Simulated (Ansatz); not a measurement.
# Zn₂O₅: the change of energy above lowest point and pressure with volume per atom

Results calculated with Ansatz 0.2.0 development build, not measured. Equation of state of a cubic crystal from periodic Kohn-Sham density functional theory without spin; pressure corrected for the finite basis.

Cell of the first row (space group Pn-3m, No. 224):
```
CELL_PARAMETERS angstrom
5.05030 0.00000 0.00000
0.00000 5.05030 0.00000
0.00000 0.00000 5.05030
ATOMIC_POSITIONS crystal
Zn 0.00000 0.00000 0.00000
Zn 0.50000 0.50000 0.00000
Zn 0.50000 0.00000 0.50000
Zn 0.00000 0.50000 0.50000
O 0.50000 0.00000 0.00000
O 0.00000 0.50000 0.00000
O 0.00000 0.00000 0.50000
O 0.50000 0.50000 0.50000
O 0.75000 0.75000 0.25000
O 0.75000 0.25000 0.75000
O 0.25000 0.75000 0.75000
O 0.75000 0.25000 0.25000
O 0.25000 0.75000 0.25000
O 0.25000 0.25000 0.75000
```

Settings of every row: formula Zn2O5; structure type cubic X2O5; functional PBE; spin treatment none; k mesh 21x21x21; occupation method fermi-dirac; occupation width 0.061225619 eV; wave cutoff 420 eV; datasets soft-1 PAW; density cutoff ratio 4.

Limits: a cubic model structure, not a phase known at ambient conditions; no spin polarisation, a magnetic state may lie lower.

| row | volume per atom (Å³) | energy above lowest point (meV/atom) | pressure (GPa) |
| --- | --- | --- | --- |
| 1 | 9.201 | 16.45 | 9.513 |
| 2 | 9.396 | 7.03 | 5.978 |
| 3 | 9.592 | 1.69 | 2.821 |
| 4 | 9.788 | 0 | 0.001 |
| 5 | 9.984 | 1.57 | -2.519 |
| 6 | 10.18 | ? | ? |
| 7 | 10.375 | 13.12 | -6.782 |

Question: what energy above lowest point and pressure should row 6 give?

Worked fit of energy above lowest point. Take u = (V_r/V)^(2/3) − 1 with V_r = 9.69 Å³ an atom, which is twice the finite (Eulerian) strain; such expansions in the strain, on which the Birch-Murnaghan equation of state is built, carry the rest volume and the bulk modulus. The shown rows have u = 0.03512, 0.02075, 0.0068, -0.00669, -0.01973, -0.04452. Least squares give energy above lowest point = 0.408 + 123.99 × u + 9352.4 × u² + 3461 × u³ meV/atom; a parabola predicts inner rows, each left out in turn, worse (root mean square 0.068 against 0.014 meV/atom). The rows lie off it by 0.00, -0.01, 0.01, 0.00, -0.01, 0.00. Its lowest point lies at u = -0.0067, or V = 9.788 Å³ an atom, and the curvature there gives the bulk modulus at fixed shape and fractions, B = (4/9)(1 + u)² E″(u)/V = 133 GPa. The withheld row has u = -0.03235, so the fit gives 0.408 + 123.99 × (-0.03235) + 9352.4 × (-0.03235)² + 3461 × (-0.03235)³ = 6.07 meV/atom.

The calculation gave 6.05 meV/atom. The fit lies 0.02 meV/atom (0.12 % of the column's range) above it; its largest miss of a shown row is 0.01 meV/atom.

Worked fit of pressure. Take u = (V_r/V)^(2/3) − 1 with V_r = 9.69 Å³ an atom, which is twice the finite (Eulerian) strain; such expansions in the strain, on which the Birch-Murnaghan equation of state is built, carry the rest volume and the bulk modulus. The shown rows have u = 0.03512, 0.02075, 0.0068, -0.00669, -0.01973, -0.04452. Least squares give pressure = 1.3699 + 208.911 × u + 620.59 × u² + 923 × u³ GPa; a parabola predicts inner rows, each left out in turn, worse (root mean square 0.018 against 0.0038 GPa). The rows lie off it by 0.001, -0.002, 0.002, 0.001, -0.002, 0.000. The pressure vanishes at u = -0.0067, or V = 9.788 Å³ an atom, and there the bulk modulus at fixed shape and fractions is B = −V dP/dV = (2/3)(1 + u) dP/du = 133 GPa. The withheld row has u = -0.03235, so the fit gives 1.3699 + 208.911 × (-0.03235) + 620.59 × (-0.03235)² + 923 × (-0.03235)³ = -4.770 GPa.

The calculation gave -4.771 GPa. The fit lies 0.001 GPa (0.0061 % of the column's range) above it, one unit of the last digit.
